Breaking one valence electron pair costs a molecule roughly 1 eV of correlation energy. A small basis set can shift an ionisation energy by about 0.2 eV, and the step from double to triple excitations by a bit less than 0.1 eV. Together with knowledge of how the reference value was built, these three sizes go far towards naming a method from its error.

The molecule is BH₃Si, in which two hydrogen atoms bridge silicon and boron and the third sits on boron. Its vertical ionisation energy, the energy of the cation less that of the neutral molecule at fixed atoms, has a best estimate of 9.19 eV. Six levels of theory have lost their names below. Each error is taken against that best estimate, which holds at the limit of a complete basis.

HF, MP2, coupled-cluster and AFQMC vertical ionisation of BH₃Si (neutral singlet, cation doublet) with Ansatz 0.2.0 and AFQMC afq 1 (own program), at the PBE0/def2-TZVP geometry. The determinants are RHF for the neutral molecule and UHF for the cation, with frozen cores and the aug-cc-pVDZ basis except where marked CBS. The reference level is CCSDT(Q). Candidates: CCSD, HF, MP2/CBS, released AFQMC, CCSD(T)/CBS, CCSDT(Q).

```tsv
row	this level less the best estimate at the basis limit (meV)	statistical noise, one standard error (meV)
A	-174.0	7.000
B	-180.0	0.000
C	-255.0	0.000
D	67.0	0.000
E	-1.0	0.000
F	-1224.0	0.000
```

Candidates marked CBS are extrapolated to the complete basis; the others use the small basis aug-cc-pVDZ. HF has no correlation, MP2 treats it to second order, and CCSD includes single and double excitations. The label (T) adds triples approximately, while CCSDT(Q) has full triples and approximate quadruples. Released AFQMC is a random-walk method whose phase constraint has been lifted. Two levels serve as known landmarks in the small basis: CCSD(T) has an error of −181 meV and MP2 one of −146 meV.

**(a) Which rows are HF and CCSD?**

*Solution.* The neutral molecule has five valence pairs, and ionisation breaks one of them. Let $M$ be the correlation energy that a method leaves out in the neutral molecule. If all pairs share it equally, the method leaves out only $\tfrac{4}{5}M$ in the cation. The neutral then lies too high by more than the cation does, and the ionisation energy comes out too low:

$$\Delta = \tfrac{4}{5}M - M = -\tfrac{1}{5}M .$$

For HF, $M$ follows from the total energies of the neutral molecule: HF lies 6595 meV above CCSDT(Q) in the same basis. One fifth of this gives $\Delta \approx -1319$ meV. This estimate compares HF with an accurate method in the same small basis, whereas the table compares it with the basis limit. The basis error of the accurate method must therefore be added. The CCSD(T) landmark is a fair measure of it, so the expected entry is near −1.5 eV. Only row F, at −1224 meV, is of that size, and it is surely HF.

CCSD leaves out far less, 308 meV in the neutral molecule, because only connected triple and higher excitations are absent. The same rule puts it about 62 meV below the landmark. Row C lies 74 meV below it, while every other row except F lies at the landmark or above. Row C is CCSD, and this assignment is sure as well.

**(b) Assign the remaining four rows. Which of them could not be told apart by energy?**

*Solution.* The best estimate is itself the CCSD(T) value at the basis limit plus a small step to CCSDT(Q). CCSD(T)/CBS must therefore lie close to zero, which makes it row E. The assignment is sure, but it rests on how the reference was built. The tiny error is no proof of accuracy and says nothing about the error of the extrapolation.

Row D, the only one clearly above zero, is then MP2/CBS. A small basis describes the close approach of two electrons poorly, and the neutral molecule, with its extra pair, suffers more. Completing the basis should thus raise the ionisation energy by a similar amount in both correlated methods. With D as MP2 the two shifts differ by 33 meV; with D and E exchanged they would differ by 103 meV.

Rows A and B remain for CCSDT(Q) and released AFQMC. Both lie near the CCSD(T) landmark, as accurate methods in the same small basis should. They differ by 6 meV, less than the standard error of 7 meV, so the energies leave the pair ambiguous. The noise column decides: only a random walk has statistical noise, so A is released AFQMC and B is CCSDT(Q). Their closeness is not independent evidence for either, since the reference was accepted only if the two methods roughly agreed.

The rows with their labels:

```tsv
level	this level less the best estimate at the basis limit (meV)	statistical noise, one standard error (meV)
HF	-1224.0	0.000
MP2	-146.0	0.000
CCSD	-255.0	0.000
CCSD(T)	-181.0	0.000
CCSDT	-187.0	0.000
CCSDT(Q)	-180.0	0.000
ph-AFQMC/CISD	-184.0	7.000
released AFQMC	-174.0	7.000
HF/CBS	-1273.0	0.000
MP2/CBS	67.0	0.000
CCSD(T)/CBS	-1.0	0.000
```

**(c) In the small basis MP2 lies closer to the best estimate than CCSD(T). Is it the better method here, and does the pair rule explain its error?**

*Solution.* The comparison mixes two errors. CCSDT(Q) is the most complete coupled-cluster level in the table, yet it stands at −180 meV, which is almost entirely the error of the small basis. Measured against CCSDT(Q) in that same basis, CCSD(T) is off by −1 meV and MP2 by +34 meV. MP2 looks better only because its own error is positive and cancels part of the basis error.

Completing the basis removes this cover, and the MP2 error becomes +67 meV. HF shows that the upward shift comes from correlation. Its error moves the other way, from −1224 to −1273 meV, so a better basis brings HF no closer to the best estimate.

The pair rule does not explain MP2. For HF it overshoots the error within the basis by about a quarter, and for CCSD it falls short by about a fifth, with no constant fitted in either case. For MP2 it predicts −245 meV, where the calculation gives +34 meV. The rule has the wrong sign, as the printed output after this text shows beside the two cases that work.

The total energies locate the failure. MP2 leaves out 1226 meV of correlation energy in the neutral molecule and, as the ionisation energy then implies, 1260 meV in the cation. The cation has one pair fewer but is described slightly worse, so the assumption of equal shares breaks down. Why this happens stays open, since the orbitals and the spin purity of the cation's determinant were not examined here.

The pair rule is thus a rough guide where the missing correlation shrinks along with the number of pairs, as it does here for HF and CCSD. It fails for MP2, whose missing correlation does not shrink in this molecule. Before a method is praised for lying close to a basis-limit value, it should be compared with a better method in its own basis.

Numerical output:

```
Errors with the basis error taken out (only for rows in aug-cc-pVDZ, not for CBS rows):
             row  error against best estimate in meV  less CCSDT(Q) in meV
              HF                               -1224                 -1044
             MP2                                -146                    34
            CCSD                                -255                   -75
         CCSD(T)                                -181                    -1
           CCSDT                                -187                    -7
        CCSDT(Q)                                -180                     0
   ph-AFQMC/CISD                                -184                    -4
  released AFQMC                                -174                     6
          HF/CBS                               -1273                 -1093
         MP2/CBS                                  67                   247
     CCSD(T)/CBS                                  -1                   179
Correlation energy of the neutral missed by HF, meV: 6595
Correlation energy of the neutral missed by MP2, meV: 1226
Correlation energy of the neutral missed by CCSD, meV: 307.7
Pair estimate of the HF error within the basis, meV: -1319
Computed HF error within the basis, meV: -1044
Pair estimate of the CCSD error within the basis, meV: -61.55
Computed CCSD error within the basis, meV: -75
Pair estimate of the MP2 error within the basis, meV: -245.2
Computed MP2 error within the basis, meV: 34
Correlation energy of the cation missed by MP2, inferred from gap and neutral, meV: 1260
Shift to the basis limit for HF, meV: -49
Shift to the basis limit for MP2, meV: 213
Shift to the basis limit for CCSD(T), meV: 180
Difference of the MP2 and CCSD(T) shifts as assigned, meV: 33
Difference of the two shifts if the CBS labels were swapped, meV: 103
Step from CCSD(T) to CCSDT(Q) in the small basis, meV: 1
Released AFQMC less CCSDT(Q), meV: 6
Released AFQMC less CCSDT(Q), in standard errors: 0.8571
```
